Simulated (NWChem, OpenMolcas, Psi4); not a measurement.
**How methods differ on Si2H6 (disilane)**

Si2H6 has 8 atoms, charge 0, and is taken as a singlet. As SMILES, `[SiH3][SiH3]`. Geometry: relaxed at PBE0-D4/def2-TZVP.

| atom | x (Å) | y (Å) | z (Å) |
| --- | --- | --- | --- |
| Si | -0.3405 | 0.4902 | -1.0049 |
| Si | 0.3635 | -0.5044 | 0.9910 |
| H | 0.8339 | 0.9482 | -1.7949 |
| H | -1.1129 | -0.4839 | -1.8219 |
| H | -1.2080 | 1.6641 | -0.7179 |
| H | 1.1390 | 0.4686 | 1.8063 |
| H | 1.2281 | -1.6805 | 0.7040 |
| H | -0.8110 | -0.9592 | 1.7826 |

Each level gives the energy change with the Si1–H5 bond stretched from 1.488 to 1.934 Å (eV). The values are calculated.

```csv
level,kind,program,value (eV),CPU time (all runs)
HF/aug-cc-pVDZ (unrestricted),Hartree–Fock,OpenMolcas,1.05,26 s
SVWN5/aug-cc-pVDZ (restricted),LDA,OpenMolcas,0.84,54 s
TPSS/aug-cc-pVDZ (restricted),meta-GGA,OpenMolcas,0.93,1.7 min
B3LYP/aug-cc-pVDZ (restricted),global hybrid,OpenMolcas,0.93,71 s
BHLYP/aug-cc-pVDZ (restricted),global hybrid,OpenMolcas,1.03,69 s
wB97X/aug-cc-pVDZ (restricted),range-separated hybrid,NWChem,0.98,5.2 min
B2PLYP/aug-cc-pVDZ (restricted),double hybrid,OpenMolcas,0.97,61 s
MP2/aug-cc-pVDZ (restricted),perturbation theory,Psi4,1.00,77 s
```

The first shape isn't each level's own minimum. The values span 0.84 to 1.05 eV. CPU times are rough (shared hosts, several kinds of processor): they show what a rung costs within a factor of a few.

Stretching one Si–H bond costs 0.84 eV with SVWN5 and 1.05 eV with Hartree–Fock, with the other levels in between. As the bond lengthens, the σ–σ* gap narrows and left-right correlation gains weight. Hartree–Fock lacks this correlation and keeps too much ionic character, so its energy rises too steeply. MP2 recovers part of the correlation and lowers the cost to 1.00 eV. The unrestricted treatment can't explain the high Hartree–Fock value, since any spin symmetry breaking would only lower the stretched energy.

Going from B3LYP to BHLYP, a larger share of exact exchange accompanies a steeper rise, but this isn't a general ordering: TPSS, with none, matches B3LYP at 0.93 eV. The low SVWN5 value doesn't imply a weak bond, as LDA usually overbinds on full dissociation. It probably reflects LDA's preference for longer Si–H bonds, which makes the initial part of the stretch cheap. Without a higher-level correlated reference, the spread measures sensitivity to method and doesn't rank accuracy.
